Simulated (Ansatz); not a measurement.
## A series in volume scale on Al

Periodic Kohn-Sham DFT of a crystal at fixed atoms, scaled to volume_scale times the given cell; pressure positive in compression, energy less spherical unpolarised free atoms, largest_vzz the field gradient of largest size among the nuclei. The results are calculated, by Ansatz 0.2.0.

The cell before it is scaled or strained (space group Fm-3m, No. 225):
```
CELL_PARAMETERS angstrom
0.00000 2.02400 2.02400
2.02400 0.00000 2.02400
2.02400 2.02400 0.00000
ATOMIC_POSITIONS crystal
Al 0.00000 0.00000 0.00000
```

Settings of every row: method frozen-core PAW; functional LDA; relativity scalar; k mesh 17x17x17; filling fermi-dirac; smearing width 0.03 eV; wave cutoff 420 eV; paw set soft_2.

Atom start moment: 0 on all atoms.

Limits: PAW files made with PBE.

| row | volume scale | V (Å³/atom) | pressure (GPa) |
| --- | --- | --- | --- |
| 1 | 0.94 | 15.588 | 1.129 |
| 2 | 0.96 | 15.92 | -0.653 |
| 3 | 0.98 | 16.251 | -2.232 |
| 4 | 0.99 | 16.417 | ? |
| 5 | 1 | 16.582 | -3.639 |
| 6 | 1.01 | 16.749 | -4.285 |
| 7 | 1.02 | 16.915 | -4.896 |
| 8 | 1.04 | 17.246 | -6.018 |
| 9 | 1.06 | 17.578 | -7.009 |

Question: what pressure should row 4 give?

Worked fit of pressure. Take u = (V_r/V)^(2/3) − 1 with V_r = 16.666 Å³ an atom, which is twice the finite (Eulerian) strain; such expansions in the strain, on which the Birch-Murnaghan equation of state is built, carry the rest volume and the bulk modulus. The shown rows have u = 0.04559, 0.031, 0.01695, 0.00337, -0.00331, -0.00984, -0.02255, -0.03489. Least squares give pressure = −3.9693 + 97.293 × u + 302.47 × u² + 353 × u³ GPa; a parabola predicts inner rows, each left out in turn, worse (root mean square 0.0068 against 0.0037 GPa). The rows lie off it by 0.001, -0.001, 0.000, -0.001, 0.003, 0.002, -0.005, 0.002 (root mean square 0.0024 GPa). The pressure vanishes at u = 0.0365, or V = 15.79 Å³ an atom, and there the bulk modulus at fixed shape and fractions is B = −V dP/dV = (2/3)(1 + u) dP/du = 83.5 GPa. The withheld row has u = 0.01009, so the fit gives −3.9693 + 97.293 × (0.01009) + 302.47 × (0.01009)² + 353 × (0.01009)³ = -2.956 GPa.

The calculation gave -2.955 GPa. The fit lies 0.001 GPa (0.012 % of the column's range) below it, one unit of the last digit.
